Nine crystals, most of them invented, were strained slightly in PBE calculations. The bulk modulus $B$ measures resistance to compression, the shear modulus $G$ resistance to a change of shape, and $V$ is the volume per atom. Use the table to work out what makes a crystal stiff, and how far each number can be trusted.

Elastic properties of nine crystals, computed with Ansatz 0.2.0 using PBE, PAW and plane waves up to 420 eV, scalar-relativistic, without spin polarization or a dispersion correction. The atoms were relaxed in each strained cell. Bulk and shear moduli are Hill averages, the means of the Voigt and Reuss limits.

```csv
system,k mesh,occupations,smearing width,strain amplitude,space group,volume (Å³/atom),shortest distance (Å),bulk modulus (GPa),shear modulus (GPa),poisson ratio,universal elastic anisotropy,least elastic eigenvalue (GPa)
In2S (P-4m2),12x12x8,fermi dirac,0.15 eV,0.005,P-4m2,28.23,2.70,26.30,5.60,0.400,15.050,0.50
Al3GaAs4 (P-43m),6x6x6,fixed,0 eV,0.002,P-43m,23.55,2.48,65.60,40.00,0.247,0.460,51.10
Mg3ZnS4 (Pm-3m),8x8x8,gaussian,0.01 eV,0.002,Pm-3m,17.58,2.60,76.30,49.90,0.231,0.030,53.10
Al7Si (Fm-3m),8x8x8,fermi dirac,0.15 eV,0.005,Fm-3m,16.22,2.84,76.60,13.50,0.417,3.290,10.80
Al2GaP3 (P3m1),12x12x4,fixed,0 eV,0.002,P3m1,20.88,2.38,80.70,48.20,0.251,0.460,33.40
Al7Cu (Fm-3m),8x8x8,fermi dirac,0.15 eV,0.005,Fm-3m,15.79,2.82,85.10,33.60,0.326,0.060,36.60
SiGeO4 (F-43m),6x6x6,fixed,0 eV,0.002,F-43m,19.24,1.62,126.10,39.80,0.357,1.510,41.90
CaB12 (Fm-3m),10x10x10,fermi dirac,0.15 eV,0.005,Fm-3m,8.16,1.74,199.50,179.60,0.154,0.250,215.20
MoW2 (P-3m1),12x12x16,fermi dirac,0.15 eV,0.005,P-3m1,16.03,2.75,287.70,137.20,0.294,0.050,126.10
```

**(a) How much of the bulk modulus follows from the volume per atom alone?**

*Solution.* Let $E$ be the energy per atom. At equilibrium, where the pressure vanishes,

$$BV = V^2\,\frac{d^2E}{dV^2} = \frac{d^2E}{d(\ln V)^2}.$$

So $BV$ is an energy that tells how costly a given percentage of compression is for one atom. If this energy were the same everywhere, $B$ would go as $1/V$.

Take the median $BV$ of the nine crystals, 9.64 eV, and try CaB12, one of the nine. With $V = 8.16$ Å³ and 1 eV/Å³ = 160.2 GPa,

$$B \approx \frac{9.64}{8.16}\times 160.2\ \text{GPa} \approx 189\ \text{GPa}.$$

The calculation gave about 200 GPa.

Six crystals lie within 20% of such estimates, including Al3GaAs4, which supplies the median and so agrees by construction. Only CaB12 really tests the role of volume, though: the other five have moduli between 66 and 85 GPa, and one fixed value would fit them just as well. In2S has half the estimated value, SiGeO4 about 1.6 times and MoW2 three times. Volume alone thus gives a first estimate, which can be wrong by a factor of two or three. The output after this text lists all nine.

**(b) CaB12 and MoW2 are the two stiffest against compression. Is the reason the same?**

*Solution.* No. CaB12 has an ordinary $BV$ of about 10 eV, but its small boron atoms pack that energy into little space. Its modulus belongs to a structure whose symmetry was kept during relaxation, so it may be a saddle point instead of a stable minimum. The makers of the data warn of this from tests on other systems; no vibrations were computed here that could settle it.

MoW2 has nearly the same volume per atom as Al7Si, yet its bulk modulus is 3.8 times as large. Here the energy itself is large. The established explanation is d bonding: in Mo and W the bonding d states are largely filled and the antibonding ones largely empty. Aluminium and silicon have no such partly filled d shell. CaB12, MoW2 and Al7Si are all metals computed on one k mesh each, so the exact ratios between their moduli are less certain than the digits suggest.

**(c) Mg3ZnS4 and Al7Si have nearly equal bulk moduli, 76.3 and 76.6 GPa. Do they resist shear equally?**

*Solution.* No, $G$ is 50 GPa in the sulfide and 13.5 GPa in the alloy. A liquid marks the limiting case: it resists compression but has $G = 0$, because its energy depends on volume and not on shape. A simple metal leans towards that limit, since much of its energy comes from a nearly uniform electron gas. In the sulfide, shear disturbs contacts between neighbouring ions, which costs more. The sulfide's gap is only 0.11 eV on the k mesh, however, and a band crossing between the sampled points may have been missed, so even its being an insulator is not certain.

The contrast between metal and ions can't be the whole reason either. The insulator SiGeO4 has a lower $G/B$ (0.32) than the metal Al7Cu (0.39), and Al7Si is soft in shear even for an alloy that is mostly aluminium, as the next question shows.

**(d) What changes if the one silicon atom among eight in Al7Si is replaced by copper?**

*Solution.* The bulk modulus rises by only 11%, but $G$ becomes 2.5 times as large. A cubic crystal has two independent shears. One stretches one cube axis while shortening another, with stiffness $C_{11}-C_{12}$; the other tilts the axes, with stiffness $C_{44}$.

The first is the weak point of Al7Si: it rises from 11 to 59 GPa with copper. Giving Al7Si this one constant of Al7Cu would lift its $G$ to 26 GPa, whereas exchanging only $C_{44}$ would give 18 GPa. The column of least elastic eigenvalues hides this, because it shows $C_{11}-C_{12}$ for Al7Si but $C_{44}$ for Al7Cu.

Silicon brings four outer s and p electrons and copper one, so a different band filling may be the cause; this is a guess. The elastic constants of metals also depend on the k mesh, and each alloy was computed on one mesh only. The size of the change is therefore less certain than its digits suggest.

**(e) Which digits of In2S can be trusted?**

*Solution.* The printed $G$ is the mean of two limits for a material made of many grains. If all grains are strained equally, stiffnesses add (Voigt limit); if all carry the same stress, compliances add (Reuss limit). The second case resembles springs in series, where the softest spring takes most of the stretch. Real materials lie between the two limits.

In In2S a single shear, $C_{66}\approx 0.55$ GPa (rounded to 0.5 in the table), supplies 82% of the shear compliance in the Reuss limit. As $C_{66}$ goes to zero, that limit vanishes and the anisotropy, which contains the ratio of the two limits, grows without bound. Suppose $C_{66}$ were wrong by 0.5 GPa either way: the anisotropy could be anywhere from 7 to more than ten times the printed value.

The printed 15.05 thus means only "very anisotropic", and $G$ is good to one digit at best. The bulk modulus of 26 GPa doesn't contain $C_{66}$ and is much safer. Still, the elastic constants of metals can depend on the k mesh, and only one mesh was used here, so the size of this effect in In2S is unknown. A magnetic state, excluded here, could also change the result.

**(f) What would happen to SiGeO4 if its atoms could leave their symmetric positions?**

*Solution.* Symmetry keeps each Si–O–Ge bridge straight, so the crystal can shrink evenly only by shortening its strong bonds. Picture rigid rods joined by free hinges: bridges held straight could not be compressed at all, while bent ones could fold at no cost. Real bonds and angles lie between these extremes.

Whether the atoms would really leave their positions is not settled by these runs. The relaxation kept the symmetry, and the positive elastic eigenvalues show only that the cell withstands small strains; no vibrations were computed. The makers of the data warn, from tests on other systems, that such a cell can be a saddle point. In that case some distortion lowers its energy. If that distortion bends the bridges, as is known from similar frameworks but was not tested here, the bulk modulus should fall well below the printed 126 GPa.

The analysis program printed:

```
Bulk modulus read from energy and volume:
               row  BV in eV per atom  B from median BV in GPa  computed B over estimate  G over B
      In2S (P-4m2)              4.634                    54.72                    0.4806    0.2129
  Al3GaAs4 (P-43m)              9.642                     65.6                         1    0.6098
   Mg3ZnS4 (Pm-3m)              8.372                    87.88                    0.8683     0.654
     Al7Si (Fm-3m)              7.755                    95.25                    0.8042    0.1762
    Al2GaP3 (P3m1)              10.52                    73.99                     1.091    0.5973
     Al7Cu (Fm-3m)              8.387                    97.84                    0.8698    0.3948
    SiGeO4 (F-43m)              15.14                     80.3                      1.57    0.3156
     CaB12 (Fm-3m)              10.16                    189.3                     1.054    0.9003
      MoW2 (P-3m1)              28.78                    96.37                     2.985    0.4769
Rank correlation of bulk modulus with volume per atom: -0.75
Largest over smallest bulk modulus: 10.94
Largest over smallest BV: 6.212
Bulk modulus, MoW2 over Al7Si: 3.756
Volume per atom, MoW2 over CaB12: 1.964
BV, MoW2 over CaB12: 2.833
Bulk modulus, Al2GaP3 over Al3GaAs4: 1.23
Same ratio expected from 1/V: 1.128
Same ratio expected from bond length to the power -3.5: 1.151
Shear modulus, Mg3ZnS4 over Al7Si: 3.696
Bulk modulus, Al7Cu over Al7Si: 1.111
Shear modulus, Al7Cu over Al7Si: 2.489
C44 of Al7Si in GPa (its C11 less C12 is the least eigenvalue): 24.47
C11 less C12 of Al7Cu in GPa (its C44 is the least eigenvalue): 59.03
G in GPa of Al7Si if given only the C11 less C12 of Al7Cu: 26.37
G in GPa of Al7Si if given only the C44 of Al7Cu: 17.59
Share of the soft xy shear in the Reuss shear compliance of In2S in percent: 82.15
G of In2S in GPa if C66 were 0.5 GPa higher: 6.411
G of In2S in GPa if C66 were 0.5 GPa lower: 4.578
Anisotropy of In2S if C66 were 0.5 GPa higher: 7.332
Anisotropy of In2S if C66 were 0.5 GPa lower: 184.4
Si to Ge distance across the straight bridge in angstrom: 3.347
Longer bond of that bridge in angstrom: 1.727
```
